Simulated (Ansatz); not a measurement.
## A series in volume scale on Sn

All results are calculated (Ansatz 0.2.0). Plane-wave DFT, scalar-relativistic PAW made under PBE with cores redone for the functional, no dispersion; the given relaxed cell is scaled uniformly, energy at zero smearing counts from the unscaled cell, pressure at the given Fermi-Dirac smearing is positive in compression.

The cell before it is scaled or strained:
```
cell vectors (Å)
  -2.8994     2.9008     1.5582
   2.9008    -2.8994     1.5582
   2.8986     2.8986    -1.5556
atoms (fractions of the cell vectors)
Sn  0.00002  0.99998  0.00000
Sn  0.74998  0.25002  0.50000
```

Settings of every row: spin polarised no; functional LDA; wave cutoff 420 eV; smearing width 0.1 eV; k mesh 19x19x13.

Atom starting moment: 0 on all atoms.

Limits: bonds stretch with the cell, so the curve is stiffer than the relaxed crystal.

| row | volume scale | V (Å³/atom) | energy change per atom (meV) | pressure (GPa) |
| --- | --- | --- | --- | --- |
| 1 | 0.88 | 23.059 | 87.74 | 10.31 |
| 2 | 0.92 | 24.107 | 35.24 | 6.02 |
| 3 | 0.96 | 25.155 | 7.75 | 2.64 |
| 4 | 1.04 | 27.252 | ? | ? |
| 5 | 1.08 | 28.3 | 28.07 | -3.83 |
| 6 | 1.12 | 29.348 | 58.08 | -5.16 |

Question: what energy change per atom and pressure should row 4 give?

Worked fit of energy change per atom. Take u = (V_r/V)^(2/3) − 1 with V_r = 25.155 Å³ an atom, which is twice the finite (Eulerian) strain; such expansions in the strain, on which the Birch-Murnaghan equation of state is built, carry the rest volume and the bulk modulus. The shown rows have u = 0.05972, 0.02878, 0, -0.07553, -0.09767. Least squares give energy change per atom = 7.803 + 630.29 × u + 11775.1 × u² meV; a straight line predicts inner rows, each left out in turn, worse (root mean square 31 against 0.8 meV). The rows lie off it by 0.30, -0.46, -0.05, 0.70, -0.49 (root mean square 0.45 meV). The withheld row has u = -0.05198, so the fit gives 7.803 + 630.29 × (-0.05198) + 11775.1 × (-0.05198)² = 6.86 meV.

The calculation gave 7.85 meV. The fit lies 0.99 meV (13 % of the value, 1.2 % of the column's range) below it; its largest miss of a shown row is 0.70 meV.

Worked fit of pressure. Take u = (V_r/V)^(2/3) − 1 with V_r = 25.155 Å³ an atom, which is twice the finite (Eulerian) strain; such expansions in the strain, on which the Birch-Murnaghan equation of state is built, carry the rest volume and the bulk modulus. The shown rows have u = 0.05972, 0.02878, 0, -0.07553, -0.09767. Least squares give pressure = 2.643 + 109.62 × u + 308 × u² GPa; a straight line predicts inner rows, each left out in turn, worse (root mean square 0.81 against 0.057 GPa). The rows lie off it by 0.02, -0.03, 0.00, 0.05, -0.03 (root mean square 0.031 GPa). The pressure vanishes at u = -0.0260, or V = 26.17 Å³ an atom, and there the bulk modulus at fixed shape and fractions is B = −V dP/dV = (2/3)(1 + u) dP/du = 60.8 GPa. Letting shape and atoms relax would as a rule lower it, by much in layered, chain or molecular crystals. The withheld row has u = -0.05198, so the fit gives 2.643 + 109.62 × (-0.05198) + 308 × (-0.05198)² = -2.22 GPa.

The calculation gave -2.16 GPa. The fit lies 0.06 GPa (2.8 % of the value, 0.39 % of the column's range) below it; its largest miss of a shown row is 0.05 GPa.
